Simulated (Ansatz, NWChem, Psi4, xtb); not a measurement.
## Redistribution: C2H3BrF2 + CH4 → C2H4F2 + CH3Br

Species: C2H3BrF2 `FCC(F)Br`, singlet; CH4 (methane) `C`, singlet; C2H4F2 (1,2-difluoroethane) `FCCF`, singlet; CH3Br (bromomethane) `CBr`, singlet. The partners trade Br for H; both sit on C, so the bond types are kept.

Shapes, held fixed at every level: PBE0-D4/def2-TZVP. Flexible molecules stand in one conformer, not always the lowest. Programs: Ansatz 0.2.0, NWChem 7.3.0, Psi4 1.11, xtb 6.7.1. A level may come from different programs for different species; with the same settings they agree closely. Electronic energies: no zero-point or thermal term.

```tsv
level	kind	ΔE (kJ/mol)	less CCSD(T)/def2-TZVPP
GFN1-xTB	semi-empirical	+26.5	+17.6
PBE-D4/def2-TZVPP	GGA	+13.4	+4.5
r2SCAN-D4/def2-TZVPP	meta-GGA	+14.9	+6.0
B3LYP/6-31G* (Cartesian functions)	global hybrid	+13.1	+4.2
PBE0-D4/def2-TZVPP	global hybrid	+9.2	+0.3
wB97M-V/def2-TZVPP	range-separated hybrid	+9.7	+0.8
B2PLYP/def2-TZVPP	double hybrid	+6.8	-2.1
CCSD(T)/def2-TZVPP	coupled cluster or CI	+8.9	0.0
```

The highest level, CCSD(T)/def2-TZVPP, gives ΔE = +8.9 kJ/mol; the levels span +6.8 to +26.5. The column of differences is taken from that level and isn't an error. No measured value is set beside it here. Relativity is left out for Br. Outer-core shells of Br are correlated in most correlated rows, in sets that cover them unevenly.

Every level makes the exchange endothermic, so bromine is better placed on the fluorinated ethane carbon than on methyl. The coupled-cluster value of +8.9 kJ/mol is small because a C–Br and a C–H bond are each broken and re-formed, leaving only the difference in their surroundings.

Two effects probably favour the reactant side. An alkyl substituent on the carbon stabilises a polar C–Br bond more than a C–H bond, and fluorine on the same carbon can donate lone-pair density into the C–Br antibonding orbital. The electron-withdrawing fluorine atoms work against this by making the carbon that carries bromine more positive, and crowding around that carbon does so too.

PBE0-D4 and wB97M-V lie close to coupled cluster, whereas GFN1-xTB gets the direction right but greatly exaggerates the preference, which suggests that its parametrisation balances these substituent effects poorly. The total energy alone doesn't separate the alkyl contribution from that of the geminal fluorine; the analogous exchange with bromoethane would help to do so.
